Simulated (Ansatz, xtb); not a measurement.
Two isomers of BClFH3Si

Structure X is `FB([SiH3])Cl`, a singlet and structure Y is `FB[SiH2]Cl`, a singlet. Both are isolated molecules in the gas phase, relaxed with PBE0-D3(BJ)/def2-SVP, each in the lowest conformer that the search found.

X (Å):

```xyz
7

B    -1.7932    1.7477    2.1433
Cl   -1.5600    1.0785    3.7522
F    -2.7492    2.6418    2.0019
Si   -0.6121    1.1330    0.6106
H    -0.7632   -0.3457    0.4464
H     0.8145    1.4223    0.9531
H    -0.9593    1.8111   -0.6742
```

Y (Å):

| atom | x (Å) | y (Å) | z (Å) |
| --- | --- | --- | --- |
| B | 0.0280 | 1.0989 | 0.8650 |
| Cl | -2.8038 | 0.0357 | 2.3834 |
| F | 0.4357 | -0.1495 | 0.9555 |
| Si | -1.7968 | 1.6580 | 1.5678 |
| H | 0.7874 | 1.8929 | 0.3465 |
| H | -1.6476 | 2.7083 | 2.6209 |
| H | -2.6252 | 2.2303 | 0.4631 |

Quicker runs give these differences E(Y) − E(X): GFN2-xTB −8.5 kcal/mol; HF/STO-3G −0.4 kcal/mol (at GFN2-xTB geometries); r2SCAN-D4/def2-SVP +9.8 kcal/mol (at GFN2-xTB geometries).

Problem. Which of the two would you expect CCSD(T)/def2-TZVP electronic energies to favour?

Solution. Structure X; the calculation gives E(Y) − E(X) = +4.2 kcal/mol.

Level by level:

```json
{"level": "GFN2-xTB", "geometry": "GFN2-xTB", "E(Y) − E(X) (kcal/mol)": "−8.5", "departure from the last row (kcal/mol)": "−12.7", "job, with rough time for the two": "optimisation, 0.58 s"}
{"level": "HF/STO-3G", "geometry": "GFN2-xTB", "E(Y) − E(X) (kcal/mol)": "−0.4", "departure from the last row (kcal/mol)": "−4.6", "job, with rough time for the two": "single point, 1.6 s"}
{"level": "r2SCAN-D4/def2-SVP", "geometry": "GFN2-xTB", "E(Y) − E(X) (kcal/mol)": "+9.8", "departure from the last row (kcal/mol)": "+5.6", "job, with rough time for the two": "single point, 9 s"}
{"level": "PBE0-D3(BJ)/def2-SVP", "geometry": "PBE0-D3(BJ)/def2-SVP", "E(Y) − E(X) (kcal/mol)": "+7.6", "departure from the last row (kcal/mol)": "+3.3", "job, with rough time for the two": "optimisation, 5 min"}
{"level": "HF/def2-TZVP", "geometry": "PBE0-D3(BJ)/def2-SVP", "E(Y) − E(X) (kcal/mol)": "+1.0", "departure from the last row (kcal/mol)": "−3.2", "job, with rough time for the two": "part of the CCSD(T) run"}
{"level": "MP2/def2-TZVP", "geometry": "PBE0-D3(BJ)/def2-SVP", "E(Y) − E(X) (kcal/mol)": "+3.9", "departure from the last row (kcal/mol)": "−0.3", "job, with rough time for the two": "part of the CCSD(T) run"}
{"level": "CCSD(T)/def2-TZVP", "geometry": "PBE0-D3(BJ)/def2-SVP", "E(Y) − E(X) (kcal/mol)": "+4.2", "departure from the last row (kcal/mol)": "", "job, with rough time for the two": "single point, 2.9 min"}
```

As drawn, Y has 1 Cl–Si, 1 B–H in place of 1 B–Cl, 1 Si–H.

GFN2-xTB puts the two in the other order. HF/STO-3G finds them nearly level. The largest departure from CCSD(T)/def2-TZVP is that of GFN2-xTB, 12.7 kcal/mol.

With harmonic frequencies from PBE0-D3(BJ)/def2-SVP (ideal gas, rigid rotor, one conformer each, 298.15 K, 1 atm): on the last row, ΔE + ΔZPE = +5.0 kcal/mol. A mode under 50 cm⁻¹ makes harmonic enthalpies and free energies unreliable, so none is given.

The correlated steps freeze 12 core orbitals. Run with Ansatz 0.2.0, xtb 6.7.1; the last row on 1 thread of AMD EPYC (Zen 3) on a shared host.

The preference for chlorine on boron is modest because the exchange trades one pair of strong bonds, B–Cl and Si–H, for another, Si–Cl and B–H. In X, chlorine can donate a lone pair into the formally empty boron p orbital, alongside fluorine. In Y only fluorine remains as a π donor on boron, though the strongly polar Si–Cl bond recovers much of the loss.

Hartree–Fock in the larger basis leaves the isomers almost level, and most of X's advantage comes from electron correlation, nearly all of it already present at MP2. This probably reflects the closer packing of halogen lone pairs and bonding pairs around boron in X. Zero-point energy widens the gap further, as expected when a Si–H bond is replaced by a stiffer B–H bond. Both density functionals favour X too strongly, perhaps partly because of their smaller basis. The ordering is thermodynamic and says nothing about the barrier to exchanging hydrogen and chlorine between boron and silicon.
